**Student.** For water in cc-pVDZ the walker number in full configuration interaction quantum Monte Carlo (FCIQMC) stalls for a long time. If I must pay for that plateau, why not diagonalise?

**Lecturer.** Price it first. Let $p=n^++n^-$ count all walkers and $n=n^+-n^-$ the excess with the ground state's sign. Energies are in aJ and imaginary time $\tau$ in aJ$^{-1}$. The signed part sees $H$, with lowest eigenvalue $E_0$. The total sees $H'$, in which each off-diagonal element becomes $-|H_{ij}|$, so $E_0'\le E_0$. Closing annihilation by mass action, a loss $4\kappa n^+n^-$, gives the model of Spencer, Blunt and Foulkes (2012):
$$\dot n=bn,\qquad \dot p=ap-\kappa(p^2-n^2),\qquad a=S-E_0',\quad b=S-E_0>0,$$
with shift $S$. While $n\ll p$ this is logistic, $p=p_c/[1+(p_c/p(0)-1)e^{-a\tau}]$ with $p_c=a/\kappa$. For the exit put $p=\dot f/(\kappa f)$, $x=\kappa n/b$, $\nu=a/2b$. Then $\ddot f-a\dot f-\kappa^2n^2f=0$, and the growing solution $f=x^\nu I_\nu(x)$ gives
$$p=n\,I_{\nu-1}(x)/I_\nu(x).$$
This tends to $p_c$ for small $x$, bends at $x\sim\nu$, where $n\sim p_c/2$, and ends as $p\to n+(E_0-E_0')/2\kappa$, growing at rate $b$.

**Student.** And $\kappa$ is a fudge?

**Lecturer.** An estimate. Walkers with random signs are spread as $q_i$, the ground vector of $H'$ normalised to unit sum. Children appear at rate $wp$, with $w=\sum_i q_i\sum_{j\ne i}|H_{ij}|$. A child meets an opposite walker with probability about $p/2N_{\rm eff}$, where $N_{\rm eff}=1/\sum q_i^2$, and two vanish. So $\kappa=w/N_{\rm eff}$.

**Student.** I want an exact answer to test against.

**Lecturer.** Water, the oxidant of wet oxidation, has ten electrons in the 24 orbitals typical of this basis, hence about $\binom{24}{5}^2/4=4.5\times10^8$ determinants per symmetry block. Imitate it by five independent pairs, each with a reference state at 0 and $m=53$ excited states at $\Delta$, so $N=54^5=4.6\times10^8$. The reference couples to each excited state by $+t$, excited states to each other by $+u$, which frustrates every triangle. I assume $\Delta=8$ aJ. I chose $t=0.25$ aJ and $u=0.17$ aJ to land near water's typical correlation energy, $-0.95$ aJ, and typical plateau, $2.6\times10^7$ walkers with $S$ at the reference energy. The symmetric sector of a pair is $2\times2$, with coupling $g^2=mt^2=3.3125$ aJ$^2$ and diagonal $D_\pm=\Delta\pm(m-1)u$, that is $16.84$ aJ for $H$ and $-0.84$ aJ for $H'$:
$$e=\tfrac12D_\pm-\sqrt{\tfrac14D_\pm^2+g^2}.$$
So $e_0=-0.1945$ aJ, the exact $E_0=5e_0=-0.9723$ aJ, and $E_0'=-11.44$ aJ. Each excited state has amplitude $|e|/mt$ relative to the reference: $y=0.0147$ for $H$ (with a minus sign) and $y'=0.173$ for $H'$. Then $N_{\rm eff}=[(1+my')^2/(1+my'^2)]^5=1.0\times10^8$, $w=47.5$ aJ, $\kappa=4.7\times10^{-7}$ aJ, and $p_c=2.4\times10^7$ at $S=0$.

**Student.** Your estimate assumed sparse occupation.

**Lecturer.** And 64 % of $\sum q_i^2$ comes from determinants with at most three excited pairs, whose nominal occupation $p_cq_i$ exceeds one. Trust $\kappa$ to a factor of two or three, and accept only choices that survive this.

**Student.** Then the bill.

**Lecturer.** Count matrix elements evaluated. A walker makes one attempt per step among $5m=265$ connections, and $\Delta\tau=0.01$ aJ$^{-1}$ keeps the largest spawning probability at $0.66$. Work is $\int p\,d\tau/\Delta\tau$, and $\int p\,d\tau=\kappa^{-1}\Delta\ln f$. Once the population is held, $S$ averages $E_0$, and $\dot p=0$ gives $n^2=p(p-p_0)$ with $p_0=(E_0-E_0')/\kappa=2.2\times10^7$. Below $p_0$ no signal survives, so memory has a floor proportional to $N_{\rm eff}$. Hold $p=5\times10^7$, so $n=3.7\times10^7$, and start from $p=n=n_0=10^4$ at $S=0$, where $\nu=5.88$. Subtracting the lag of the logistic rise,
$$W_{\rm grow}=\frac{1}{\kappa\Delta\tau}\left\{\Big[\ln x^\nu I_\nu(x)\Big]_{\rm start}^{\rm end}-\ln\frac{p_c}{n_0}\right\}=2.1\times10^{10},$$
roughly $p_c/\Delta\tau$ times the wait $\ln(p_c/n_0)/b=8.0$ aJ$^{-1}$. Since $W_{\rm grow}$ scales roughly as $a/b$ and the plateau as $a$, raising $S$ to 1 aJ multiplies this work by about $0.54$ for a plateau 9 % higher.

**Student.** And the noise?

**Lecturer.** Annihilation leaves the signed vector $c$ unchanged, so $dc=-(H-E_0)c\,d\tau+d\xi$, with nearly independent $\pm1$ events on determinant $i$ at rate $R_i=\sum_{j\neq i}|H_{ij}||c_j|+|H_{ii}-E_0||c_i|$. The projected energy deviates by $\langle0|H-E_0|c\rangle/c_0$. Remove the normalised ground state $\psi$ and integrate over a time $T$: the average deviation is $\langle\chi|\xi\rangle/c_0T$ up to a boundary term, with $\chi=|0\rangle-\psi_0|\psi\rangle$. Hence $\sigma^2=\sum_i\chi_i^2R_i/c_0^2T$. For sign-coherent walkers the eigenvalue equation gives $R_i=|c_i|d_k$, with $d_k=2|E_0|+2kD_+$ for $k$ excited pairs, and $c_0=n/\ell$ with $\ell=(1+my)^5=17.8$. With $z=\psi_0^2=(1+my^2)^{-5}=0.945$,
$$A=\ell\Big[(1-z)^2d_0+z^2\sum_{k\ge1}\tbinom5k(my^3)^kd_k\Big]=0.58\ \text{aJ}.$$
If I assume that all rates scale with $p$ and the signal with $n$, then $\sigma^2=Ap/n^2T=A/[(p-p_0)T]$. Sampling costs $W_s=pT/\Delta\tau$, so $\sigma^2W_s=1.0\times10^2$ aJ$^2$ here, and never less than $A/\Delta\tau$. At 16 bytes per entry, with a spawn list of about $w\Delta\tau\,p$, memory is at most about 1.2 GB.

**Student.** Now my diagonalisation.

**Lecturer.** Lanczos holds two vectors, 16 bytes per determinant. After $L$ products the Kaniel–Paige bound is $(E_{\max}-E_0)\frac{1-z}{z}\,T_{L-1}(1+2\rho)^{-2}$, with $T_{L-1}$ a Chebyshev polynomial and $\rho=\text{gap}/(\text{width}-\text{gap})$. The gap is $\Delta-u-e_0=8.02$ aJ and the width $86.1$ aJ. The bound falls exponentially and is $4.3\times10^{-4}$ zJ at $L=15$. The model's symmetry would end the recursion sooner, an artefact that I ignore, charging 15 products everywhere.

The second alternative keeps at most $k$ excited pairs, $N_k=\sum_{j\le k}\binom5jm^j$ determinants, with $265N_{k-1}+km\binom5km^k$ elements per product. Its exact energy is the lowest eigenvalue of a tridiagonal matrix with diagonal $jD_+$ and couplings $g\sqrt{(j+1)(5-j)}$, $j=0,\dots,k$. Cutting the link above level $k$ costs about the weight of that level times its lost self-energy, $z\binom5k(my^2)^k(5-k)|e_0|$. Up to binomial ratios, each level gains a factor $1/my^2=88$ in error and costs a factor $m$ in memory.

| Choice | Work | Memory | Error / zJ |
|---|---|---|---|
| $k=1$ | $2.1\times10^5$ | 4.3 kB | 40 |
| $k=2$ | $4.6\times10^7$ | 0.45 MB | 0.71 |
| $k=3$ | $3.7\times10^9$ | 24 MB | 0.0054 |
| $k=4$ | $1.3\times10^{11}$ | 0.66 GB | $1.6\times10^{-5}$ |
| $k=5$, full | $1.8\times10^{12}$ | 7.3 GB | 0 |
| FCIQMC, $T=1$ | $2.6\times10^{10}$ | 1.2 GB | 0.14 |
| FCIQMC, $T=10$ | $7.1\times10^{10}$ | 1.2 GB | 0.046 |
| FCIQMC, $T=100$ | $5.2\times10^{11}$ | 1.2 GB | 0.014 |

The first five errors are truncation errors, before the Lanczos residual. The last three are standard deviations, with $T$ in aJ$^{-1}$ and growth included in the work.

**Student.** So the walkers lose.

**Lecturer.** To truncation, in this model, yes. For 50 zJ take $k=1$, for 1 zJ $k=2$. For 0.1 zJ take $k=3$, against $3.1\times10^{10}$ for walkers. For 0.001 zJ take $k=4$, against $1.0\times10^{14}$. Within $10^8$ operations the best is $k=2$, within $10^{10}$ operations or 100 MB it is $k=3$, and within 1 GB and $2\times10^{11}$ operations it is $k=4$. The doubt about $\kappa$ changes none of these: a threefold smaller growth cost still exceeds the work of $k=3$, and matching its error needs $A/\Delta\tau\sigma^2=2.0\times10^{12}$ whatever $\kappa$ is.

**Student.** But I know those truncation errors only because you solved the model.

**Lecturer.** True. You must run level $k+1$ to estimate the error of level $k$, while walkers above $p_0$ report their own bar, apart from a population-control bias that falls as $1/p$. If no truncation is allowed, FCIQMC is cheaper than full Lanczos for $\sigma$ above about $0.008$ zJ, and it alone fits in 2 GB. Below that $\sigma$ the exponential beats $W^{-1/2}$.

**Student.** Does the ranking carry over to water?

**Lecturer.** These are the model's numbers, and independent pairs flatter truncation. Level $k$ imitates excitations up to $2k$-fold. The typical error of water's configuration interaction through quadruples in this basis is about 1.4 zJ, so the model's $k=2$ value is low by roughly a factor of two. Counting matters more. Water has about $1.3\times10^6$ determinants through quadruples and $5.1\times10^7$ through hextuples, against the model's $2.8\times10^4$ and $1.5\times10^6$, and about $3.2\times10^3$ connections each instead of 265. At hextuples the vector is as long as the walker list, so the memory advantage of truncation is gone there. What carries over is the shape: an entry fee set by $(S-E_0')/\kappa$, then $\sigma\propto W_s^{-1/2}$.